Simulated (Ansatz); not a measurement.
## Mo: energy change per atom and pressure as volume scale varies

Plane-wave DFT, scalar-relativistic PAW made under PBE with cores redone for the functional, no dispersion; the given relaxed cell is scaled uniformly, energy at zero smearing counts from the unscaled cell, pressure at the given Fermi-Dirac smearing is positive in compression. The results are calculated, by Ansatz 0.2.0.

The cell before it is scaled or strained (space group Fd-3m, No. 227):
```
cell vectors (Å)
   0.0000     2.8063     2.8063
   2.8063     0.0000     2.8063
   2.8063     2.8063     0.0000
atoms (fractions of the cell vectors)
Mo  0.12500  0.12500  0.12500
Mo  0.87500  0.87500  0.87500
```

Settings of every row: spin polarised no; functional PBEsol; wave cutoff 420 eV; smearing width 0.1 eV; k mesh 11x11x11.

Atom starting moment: 0 on all atoms.

Limits: some atoms lie unusually close (a squeezed, shaken or made-up cell).

```
row  volume scale  V (Å³/atom)  energy change per atom (meV)  pressure (GPa)
  1          0.88       19.448                        141.39           19.47
  2          0.92       20.332                         57.27           11.61
  3          0.96       21.216                         12.68            5.22
  4          1.04       22.985                         13.14           -4.19
  5          1.08       23.869                             ?               ?
  6          1.12       24.753                         98.99          -10.51
```

Question: what energy change per atom and pressure should row 5 give?

Worked fit of energy change per atom. Take u = (V_r/V)^(2/3) − 1 with V_r = 21.216 Å³ an atom, which is twice the finite (Eulerian) strain; such expansions in the strain, on which the Birch-Murnaghan equation of state is built, carry the rest volume and the bulk modulus. The shown rows have u = 0.05972, 0.02878, 0, -0.05199, -0.09769. Least squares give energy change per atom = 12.749 + 999.9 × u + 19283.7 × u² meV; a straight line predicts inner rows, each left out in turn, worse (root mean square 55 against 0.34 meV). The rows lie off it by 0.15, -0.23, -0.07, 0.25, -0.11 (root mean square 0.18 meV). Its lowest point lies at u = -0.0259, or V = 22.07 Å³ an atom, and the curvature there gives the bulk modulus at fixed shape and fractions, B = (4/9)(1 + u)² E″(u)/V = 118 GPa. The withheld row has u = -0.07554, so the fit gives 12.749 + 999.9 × (-0.07554) + 19283.7 × (-0.07554)² = 47.25 meV.

The calculation gave 47.4 meV. The fit lies 0.15 meV (0.12 % of the column's range) below it; its largest miss of a shown row is 0.25 meV.

Worked fit of pressure. Take u = (V_r/V)^(2/3) − 1 with V_r = 21.216 Å³ an atom, which is twice the finite (Eulerian) strain; such expansions in the strain, on which the Birch-Murnaghan equation of state is built, carry the rest volume and the bulk modulus. The shown rows have u = 0.05972, 0.02878, 0, -0.05199, -0.09769. Least squares give pressure = 5.257 + 208.41 × u + 484.6 × u² GPa; a straight line predicts inner rows, each left out in turn, worse (root mean square 1.4 against 0.1 GPa). The rows lie off it by 0.04, -0.05, -0.04, 0.08, -0.03 (root mean square 0.051 GPa). The pressure vanishes at u = -0.0269, or V = 22.1 Å³ an atom, and there the bulk modulus at fixed shape and fractions is B = −V dP/dV = (2/3)(1 + u) dP/du = 118 GPa. The withheld row has u = -0.07554, so the fit gives 5.257 + 208.41 × (-0.07554) + 484.6 × (-0.07554)² = -7.72 GPa.

The calculation gave -7.66 GPa. The fit lies 0.06 GPa (0.2 % of the column's range) below it; its largest miss of a shown row is 0.08 GPa.
